## Premises

**Student.** You cut the attraction of an electron to the other monomer's nucleus in two and drop the singular piece from the perturbation. That changes the Hamiltonian. Why should the long-range coefficients survive, and what is gained?

**Lecturer.** Take H$_2^+$, where every step can be written out. We use atomic units (hartree, bohr), clamped nuclei A and B a distance $R$ apart, and no relativistic terms. The electron is assigned to A:

$$H=H_0+V,\qquad H_0=-\tfrac12\nabla^2-\frac1{r_A},\qquad V=\frac1R-\frac1{r_B}.$$

$H_0$ has the ground state $a=\pi^{-1/2}e^{-r_A}$ with $E_0=-\tfrac12$, and the rest of its spectrum starts at $-\tfrac18$, so the gap is $d=\tfrac38$. For a fixed $\eta>0$, in bohr$^{-2}$, split

$$\frac1r=v_p(r)+v_t(r),\qquad v_p=\frac{1-e^{-\eta r^2}}{r},\qquad v_t=\frac{e^{-\eta r^2}}{r},$$

and define

$$V_p=\frac1R-v_p(r_B)=V+v_t(r_B),\qquad H_p=H_0+V_p=H+v_t(r_B).\tag{1}$$

I use three standard tools: the min-max principle, the spectral theorem, and the fact that as $R\to\infty$ the discrete levels of a two-centre Hamiltonian tend to those of the two separate wells.

**Student.** What is wrong with plain $V$?

**Lecturer.** Follow $H_0+\lambda V$ at large $R$. The state on A stays near $-\tfrac12$, because $\lambda/R$ cancels the attraction to B. The state on B has about $-\lambda^2/2+(\lambda-1)/R$. They meet at $\lambda=1$, where their difference changes at the rate $\kappa=1-1/R$. With a coupling $X$, a two-state model gives the splitting $[\kappa^2(\lambda-1)^2+4X^2]^{1/2}$, with branch points at $\lambda=1\pm2i|X|/\kappa$. $X$ is exponentially small, so the power series in $\lambda$, the polarisation series, converges at best very slowly at $\lambda=1$.

## Depth of the regular well

**Lecturer.** Put $x=\sqrt\eta\,r$, so that $v_p=\sqrt\eta\,(1-e^{-x^2})/x$. This is positive, vanishes like $x$ at the origin and like $1/x$ at infinity. Its derivative vanishes where $2x^2e^{-x^2}=1-e^{-x^2}$, that is $e^{u}=1+2u$ with $u=x^2$. The function $e^u-1-2u$ is convex, zero at $u=0$ and falling there, so it has one positive root, $u=1.2564$, or $x=1.1209$. There $1-e^{-u}=2u/(1+2u)$, and the maximum is $2x/(1+2u)=0.6382$. For a nucleus of charge $Z$,

$$0\le Zv_p(r)\le D\equiv0.638\,Z\sqrt\eta .\tag{2}$$

The bottom of the well is a spherical shell at $r=1.121/\sqrt\eta$; at the nucleus itself the potential is zero.

## The long-range coefficients

**Student.** The Gaussian dies faster than any power of $1/R$. Is that not the whole proof?

**Lecturer.** It is the reason, but the electron has a tail that reaches B, where $v_t$ is singular. We do it in four steps.

*Step 1, the formal series.* With $r=r_A$ and $\theta$ measured from the axis towards B, $1/r_B=\sum_l r^lP_l(\cos\theta)/R^{l+1}$ for $r<R$. The $l=0$ term cancels $1/R$, so $V\to\sum_{m\ge2}V_mR^{-m}$ with $V_m=-r^{m-1}P_{m-1}$. Insert $\psi=\sum\phi_nR^{-n}$ and $E=E_0-\sum C_nR^{-n}$, with $\phi_0=a$ and $\langle a|\phi_n\rangle=0$ for $n>0$, and collect powers:

$$(H_0-E_0)\phi_n=-\sum_{m=1}^{n}(V_m+C_m)\phi_{n-m},\qquad C_n=-\sum_{m=2}^{n}\langle a|V_m|\phi_{n-m}\rangle ,\tag{3}$$

with $V_1=0$. The second relation is the projection of the first on $a$. Direct differentiation gives

$$(H_0-E_0)\,r^kP_le^{-r}=\Big\{k\,r^{k-1}-\tfrac12\big[k(k+1)-l(l+1)\big]r^{k-2}\Big\}P_le^{-r}.\tag{4}$$

A source $r^mP_le^{-r}$ with $m\ge l$ is matched by $k=m+1$, the leftover by $k=m$, and so on down to $k=l$, where the bracket vanishes and the chain stops. For $l=0$ the chain would leave an $r^{-1}$ term, and orthogonality of the source to $a$ makes its coefficient zero. Products of $V_m$ with such terms again have power at least $l$. So every $\phi_n$ is a finite sum of terms $r^kP_le^{-r}$.

For $n=2$ the source is $rP_1a$, and (4) gives $\phi_2=(r+\tfrac12r^2)P_1a$. With $\langle r^n\rangle=(n+2)!/2^{n+1}$ and the angular mean $\langle P_l^2\rangle=1/(2l+1)$,

$$C_4=\tfrac13\big(3+\tfrac12\cdot\tfrac{15}{2}\big)=\tfrac94 .$$

For $n=3$, $\phi_3=(\tfrac12r^2+\tfrac13r^3)P_2a$, and $C_6=\tfrac15\big(\tfrac12\cdot\tfrac{45}2+\tfrac13\cdot\tfrac{315}4\big)=\tfrac{15}2$. The other terms of $C_6$ vanish by angular orthogonality: $V_4$ carries $P_3$ against the $P_1$ of $\phi_2$, and $\phi_4$ has no $P_1$ part to meet $V_2$.

*Step 2, the residual under $H$.* Truncate at $n=N$ to get $\psi_N$ and $E_N$. By (3), $(H-E_N)\psi_N$ consists of finitely many terms of order $R^{-N-1}$ or higher, plus the truncation remainder of the Legendre series times $\psi_N$. For $r<R/2$ that remainder is at most $\sum_{l\ge N}r^l/R^{l+1}\le2r^N/R^{N+1}$, since $|P_l|\le1$. For $r>R/2$, use $|\psi_N|\le c\,e^{-\gamma r}$, true for any $\gamma<1$; since $1/r_B$ is locally square integrable, this region contributes an exponentially small norm. Hence $\|(H-E_N)\psi_N\|=O(R^{-N-1})$.

*Step 3, the residual under $H_p$.* By (1) it changes by $v_t\psi_N$. The triangle inequality $r_A\ge R-r_B$ gives

$$\|v_t\psi_N\|^2\le4\pi c^2e^{-2\gamma R}\int_0^\infty e^{2\gamma r-2\eta r^2}\,dr .\tag{5}$$

The volume element has absorbed the $1/r_B^2$, and the Gaussian makes the integral finite for every $\eta>0$. So $\|(H_p-E_N)\psi_N\|=O(R^{-N-1})$ as well.

*Step 4.* For a self-adjoint operator the spectral theorem gives $\operatorname{dist}(E,\text{spectrum})\le\|(H-E)\psi\|/\|\psi\|$. So $H_p$ has a spectral point within $O(R^{-N-1})$ of $E_N$, for every $N$. $H$ commutes with the inversion $\mathcal P$ through the midpoint, and $\psi_N\pm\mathcal P\psi_N$ have the same residual order and norms bounded away from zero. So each symmetry sector has such a point; only two levels of $H$ tend to $-\tfrac12$, so these are $E_g$ and $E_u$. All three energies share every $C_n$.

**Student.** You showed that *some* level of $H_p$ follows the series. Which one?

## Where the other levels are

**Lecturer.** That is the job of (2). As operators, $H_p\ge H_0+1/R-D$, so min-max gives for the second level

$$E_2\ge-\tfrac18+\frac1R-D .$$

The trial function $a$ gives for the lowest level $E_p\le-\tfrac12+1/R-\langle v_p\rangle$, where $\langle v_p\rangle=\langle a|v_p(r_B)|a\rangle>0$. Subtracting,

$$E_2-E_p\ge\delta(R)\equiv\tfrac38-D+\langle v_p\rangle .\tag{6}$$

If $D<\tfrac38$, that is

$$\eta<\eta_*=\Big(\frac{3/8}{0.6382\,Z}\Big)^2=\frac{0.345}{Z^2},\tag{7}$$

all levels but one stay above $-\tfrac12+1/R$ by a fixed margin. Since $E_N\to-\tfrac12$, the level found in step 4 is the ground state. I wrote $Z$ because nothing changes for a hydrogen atom facing a bare nucleus, with $V_p=Z/R-Zv_p$ and $\langle v_p\rangle$ multiplied by $Z$.

**Student.** The lowest level is lowest by definition. It could still be an electron sitting on B.

**Lecturer.** Then bound its shape. Let $Q=1-|a\rangle\langle a|$ and write the normalised ground state as $\psi=c_0a+Q\psi$. Applying $Q$ to the eigenvalue equation, and using $QH_0a=0$, gives $Q(H_p-E_p)Q\psi=-c_0QV_pa$. On the range of $Q$, $H_0\ge-\tfrac18$, so $Q(H_p-E_p)Q\ge\delta$ by the same two estimates. Therefore

$$\|Q\psi\|^2\le\sigma^2/\delta^2,\qquad\sigma^2=\|QV_pa\|^2=\langle v_p^2\rangle-\langle v_p\rangle^2 .\tag{8}$$

The Legendre series gives $\sigma^2\sim\langle r^2\rangle/(3R^4)+\langle r^4\rangle/(5R^6)=R^{-4}+\tfrac92R^{-6}$ for $Z=1$. The weight outside $a$ vanishes as $R^{-4}$. The eigenfunctions of the full $H$, in contrast, keep half their weight on B.

**Student.** So above $\eta_*$ the charge-transfer level dives under the physical one.

**Lecturer.** No. Condition (7) is sufficient and not necessary. Let $\varepsilon_B$ be the lowest level of the isolated well $-\tfrac12\nabla^2-Zv_p$. The substitution $r\to r/Z$ gives $\varepsilon_B=Z^2\varepsilon(\eta/Z^2)$, where $\varepsilon$ belongs to unit charge. Because $v_p$ grows with $\eta$ at every $r>0$, $\varepsilon$ falls steadily. It tends to $0$ as $\eta\to0$, by (2). It tends to $-\tfrac12$ as $\eta\to\infty$, because a hydrogen 1s trial function has energy $-\tfrac12+\langle v_t\rangle$, and it never reaches $-\tfrac12$, because $v_p<1/r$. Thus

$$\varepsilon_B>\max\big(-\tfrac12Z^2,\,-D\big).\tag{9}$$

At $R\to\infty$ the order of the levels is decided by $\varepsilon_B$ against $-\tfrac12$. For $Z=1$ there is no crossing at any finite $\eta$: regularisation always lifts the degeneracy, and the identification in step 4 holds for every $\eta$ once $R$ is large enough. For $Z>1$ there is exactly one crossing value $\eta_c$, and (9) places it above the point $D=\tfrac12$, so $\eta_c>0.614/Z^2$. The depth gives a safe region; it does not locate the crossing.

**Student.** And in what sense are these levels forbidden? There is one electron.

**Lecturer.** Here they are not. In H$_2^+$ the state on B is the inversion partner of the state on A, and $\mathcal P$ plays the part that electron exchange plays elsewhere. The word belongs to many-electron pairs such as Li and H. The perturbation series works among functions antisymmetric within each monomer only. In that space the hydrogen electron can fall into the occupied 1s shell of lithium, a Pauli-forbidden state. The bound carries over. For two atoms with $N_A$, $N_B$ electrons, regularise only the intermonomer attractions. The intermonomer electron repulsion is positive, so

$$H_p\ge H_0+\frac{Z_AZ_B}R-D_{\rm tot},\qquad D_{\rm tot}=0.638\sqrt\eta\,(N_AZ_B+N_BZ_A).$$

Let the lowest level $E_0$ of $H_0$ in that space be $g$-fold, with gap $d$. Min-max puts level $g+1$ of $H_p$ above $E_0+d-D_{\rm tot}$, while trial functions from the ground level put the first $g$ levels below $E_0+O(1/R)$. If $D_{\rm tot}<d$, every other level, forbidden or not, lies above the physical ones at large $R$. The estimate is crude, since it ignores screening.

## Convergence

**Student.** A gap at $\lambda=1$ does not make a power series converge. Branch points can lie off the real axis.

**Lecturer.** Agreed, and for one electron (2) handles them too. $V_p$ takes values between $1/R-D$ and $1/R$. Subtract the midpoint: $W=V_p-(1/R-D/2)$ has $\|W\|\le D/2$, and the constant alters only the first-order energy. On the circle $|z-E_0|=d/2$ the distance to the spectrum of $H_0$ is $d/2$, so $\|(H_0-z)^{-1}\|=2/d$. The Neumann series

$$(H_0+\lambda W-z)^{-1}=(H_0-z)^{-1}\sum_{n\ge0}\big[-\lambda W(H_0-z)^{-1}\big]^n$$

converges uniformly on the circle if $|\lambda|\,(D/2)(2/d)<1$, for complex $\lambda$. The projector $P(\lambda)=-(2\pi i)^{-1}\oint(H_0+\lambda W-z)^{-1}dz$ is then analytic. A norm-continuous family of projectors keeps its rank, here one, so the enclosed eigenvalue $\operatorname{Tr}[(H_0+\lambda W)P(\lambda)]$ is analytic. Its Taylor series is the Rayleigh–Schrödinger series, with radius of convergence

$$\rho\ge\frac dD=\sqrt{\eta_*/\eta}\tag{10}$$

at every $R$. For $\eta<\eta_*$ the series converges at $\lambda=1$. Its sum is $E_p-E_0$, because the ground level of $H_0+W$ lies within $D/2<d/2$ of $E_0$, inside the circle.

## How small the remainder is

**Student.** Then the remainder goes as $e^{-\eta R^2}$.

**Lecturer.** It goes as the tail of the wave function. The first-order change is $\Delta=\langle a|v_t(r_B)|a\rangle$. The mean of a function $f(r_A)$ over a sphere of radius $r$ about B is $(2rR)^{-1}\int_{|R-r|}^{R+r}f(s)\,s\,ds$, which follows from $s^2=r^2+R^2-2rR\cos\vartheta$. With $f=e^{-2s}/\pi$ and $\int_s^\infty s'e^{-2s'}ds'=g(s)/4$, $g(s)=(2s+1)e^{-2s}$,

$$\Delta=\frac1{2R}\int_0^\infty e^{-\eta r^2}\big[g(|R-r|)-g(R+r)\big]dr .\tag{11}$$

At $\eta=0$ the integral is $2-2\int_R^\infty g\,ds=2-2(R+1)e^{-2R}$, so the unregularised first-order energy is $E^{(1)}=(1+1/R)e^{-2R}$, and the regularised one is $E^{(1)}+\Delta$. For $r<R$ the bracket in (11) equals $e^{-2R}[2(2R+1)\sinh2r-4r\cosh2r]$. Extend this form to all $r$ and add back the difference for $r=R+t$, which is $g(t)-g(-t)=4t\cosh2t-2\sinh2t$. Define

$$S=\int_0^\infty e^{-\eta r^2}\sinh2r\,dr=\tfrac12\sqrt{\pi/\eta}\;e^{1/\eta}\operatorname{erf}(\eta^{-1/2}),$$

by completing the square. Integration by parts gives $\int_0^\infty re^{-\eta r^2}\cosh2r\,dr=(1+2S)/(2\eta)$. Then, exactly,

$$\Delta=\frac{e^{-2R}}R\Big[(2R+1)S-\frac{1+2S}\eta\Big]+\frac1R\int_0^\infty e^{-\eta(R+t)^2}\big(2t\cosh2t-\sinh2t\big)dt .\tag{12}$$

So $\Delta\to2Se^{-2R}$, and the prefactor contains $e^{1/\eta}$. The first term dominates when $R>1/\eta$ and $e^{-\eta R^2}\ll e^{1/\eta-2R}$, which is $\eta(R-1/\eta)^2\gg1$.

In second order, with $G=Q(H_0-E_0)^{-1}Q$ of norm $\tfrac83$, the change is $-2\langle a|VGv_t|a\rangle-\langle a|v_tGv_t|a\rangle$. It is bounded by $\tfrac83\|v_ta\|\,(2\|QVa\|+\|v_ta\|)$, and (5) holds for $a$ with $\gamma=1$, so this bound is of order $e^{-R}$ or smaller. For the exact level, $v_t>0$ gives a lower bound and the trial function $\chi=(\psi_g+\psi_u)/\sqrt2$, with phases that place it on A, gives an upper one:

$$E_g\le E_p\le\tfrac12(E_g+E_u)+\langle\chi|v_t|\chi\rangle .$$

**Student.** That window is as wide as the exchange energy. Is the exchange energy unchanged too?

**Lecturer.** It is not, and this is the limit of the theorem. Let $b=\mathcal Pa$ and $s=\langle a|b\rangle$. The symmetrised first-order energy is

$$E^{(1)}_\pm=\frac{\langle a|V|a\rangle\pm X}{1\pm s},\qquad X=\langle a|V|b\rangle=\frac sR-K,\qquad K=\langle a|r_B^{-1}|b\rangle .$$

In prolate spheroidal coordinates, $s=\tfrac14R^3\int_1^\infty e^{-R\xi}(2\xi^2-\tfrac23)\,d\xi=e^{-R}(1+R+R^2/3)$. Using $V_p$ in place of $V$ adds $K_t=\langle a|v_t(r_B)|b\rangle$ to $X$. The same spherical mean, now with $h(s)=(s+1)e^{-s}$, gives

$$K_t=\frac2R\int_0^\infty e^{-\eta r^2-r}\big[h(|R-r|)-h(R+r)\big]dr .\tag{13}$$

At $\eta=0$ the pieces are elementary and (13) becomes $K=(1+R)e^{-R}$, so $X=(1/R-2R/3)e^{-R}$. For $r<R$ the integrand is $e^{-R}e^{-\eta r^2}[(R+1-r)-(R+1+r)e^{-2r}]$. Hence $K_t\to2Le^{-R}$ with $L=\int_0^\infty e^{-\eta r^2}(1-e^{-2r})\,dr$, and $K_t/|X|\to3L/R$. This remainder is exponentially small against any $C_n/R^n$, yet only one power of $R$ below the exchange term. So $V_p$ may generate the wave function, but the energy must be evaluated with the full $V$. Projecting $(H-E)\Psi=0$ on $a$ gives $E-E_0=\langle a|V|\Psi\rangle/\langle a|\Psi\rangle$. Inserting $\Psi\approx(1\pm\mathcal P)\psi$ there is an approximation, because that function is not an eigenfunction of $H$; exact energies need further corrections that bring $v_t$ back.

## Range of validity

**Lecturer.** Collect the conditions.

- The equality of all $C_n$ is asymptotic: $\eta$ is fixed and $R\to\infty$. It is not uniform as $\eta\to0$. The simple form $\Delta\approx2Se^{-2R}$ needs $R>1/\eta$ and $\eta(R-1/\eta)^2\gg1$, and even then carries relative corrections in $1/R$.
- The depth (2) holds always. The gap (6), the weight (8) and the radius (10) hold at every $R$ for one electron, and are guaranteed useful for $\eta<0.345/Z^2$. For a bare Li$^{3+}$ partner this is $0.0384$ bohr$^{-2}$.
- These conditions are sufficient only. For H$_2^+$ no finite $\eta$ brings the level on B down to $-\tfrac12$ at large $R$.
- With electrons on both monomers the level bound survives, but the proof of (10) does not, since $1/r_{ij}$ is unbounded.
- Nothing is claimed for exchange energies computed from $V_p$ alone.

A small $\eta$ secures convergence and a large $\eta$ keeps the remainder small, so the two aims pull against each other.

## Numbers for H$_2^+$

**Student.** Show me the pull.

**Lecturer.** Choose $\eta=0.25$ bohr$^{-2}$, an illustrative value below $\eta_*$; quantities that depend on it belong to the regularised model. Then $D=0.319$ hartree, the bottom of the well is at $2.24$ bohr, and $\rho\ge1.175$ at every $R$. For comparison, the two-state estimate puts the branch points of the plain series at $R=12$ a distance $1.1\times10^{-4}$ from $\lambda=1$. The well still binds. A trial function $e^{-\alpha r^2}$ has energy

$$\tfrac32\alpha-2\sqrt{2\alpha/\pi}+\Big(\frac{2\alpha}\pi\Big)^{3/2}\frac{2\pi}{2\alpha+\eta},$$

which is $-0.182$ at $\alpha=0.04$. So $\varepsilon_B$ lies between $-0.319$ and about $-0.182$, well above $-\tfrac12$. The constants are $S=96.32$ and $L=1.320$. From (11), (13) and (6) with $\langle v_p\rangle=1/R-E^{(1)}-\Delta$, in hartree:

| $R$ / bohr | $C_4/R^4$ | $C_6/R^6$ | $E^{(1)}$ | $\Delta$ | $\Delta R^4/C_4$ |
|---|---|---|---|---|---|
| 3 | $2.778\times10^{-2}$ | $1.029\times10^{-2}$ | $3.305\times10^{-3}$ | $5.557\times10^{-2}$ | $2.0$ |
| 6 | $1.736\times10^{-3}$ | $1.608\times10^{-4}$ | $7.168\times10^{-6}$ | $4.940\times10^{-4}$ | $0.28$ |
| 9 | $3.429\times10^{-4}$ | $1.411\times10^{-5}$ | $1.692\times10^{-8}$ | $1.786\times10^{-6}$ | $5.2\times10^{-3}$ |
| 12 | $1.085\times10^{-4}$ | $2.512\times10^{-6}$ | $4.090\times10^{-11}$ | $5.139\times10^{-9}$ | $4.7\times10^{-5}$ |

| $R$ / bohr | $-X$ | $K_t$ | $-K_t/X$ | $\delta$ |
|---|---|---|---|---|
| 3 | $8.298\times10^{-2}$ | $1.028\times10^{-1}$ | $1.24$ | $0.330$ |
| 6 | $9.502\times10^{-3}$ | $5.824\times10^{-3}$ | $0.61$ | $0.222$ |
| 9 | $7.267\times10^{-4}$ | $3.019\times10^{-4}$ | $0.42$ | $0.167$ |
| 12 | $4.864\times10^{-5}$ | $1.533\times10^{-5}$ | $0.32$ | $0.139$ |

**Student.** At 3 bohr your exponentially small term is twice the leading induction term.

**Lecturer.** Yes. There $R<1/\eta=4$ bohr, and the first term of (12) alone is even negative, $-8.289\times10^{-2}$. The multipole terms serve only as a scale at that distance. At 6 bohr, where $\eta(R-1/\eta)^2=1$, the first term gives $4.891\times10^{-4}$ of the $4.940\times10^{-4}$, but $\Delta$ still exceeds the whole $C_6$ term. At 9 and 12 bohr the parameter is $6.25$ and $16$, and $\Delta$ has dropped below both multipole terms. At 12 bohr, (8) with the two-term $\sigma^2$ limits the weight outside $a$ to about $2.6\times10^{-3}$, so the electron does stay on A. The exchange column behaves differently. Dropping $v_t$ reverses the sign of the first-order exchange integral at 3 bohr and still removes a fraction $0.32$ of it at 12 bohr, decaying only as $3L/R=3.96/R$. The regularised operator delivers a convergent series and the right $C_n$; the singular part has to return in the exchange energy.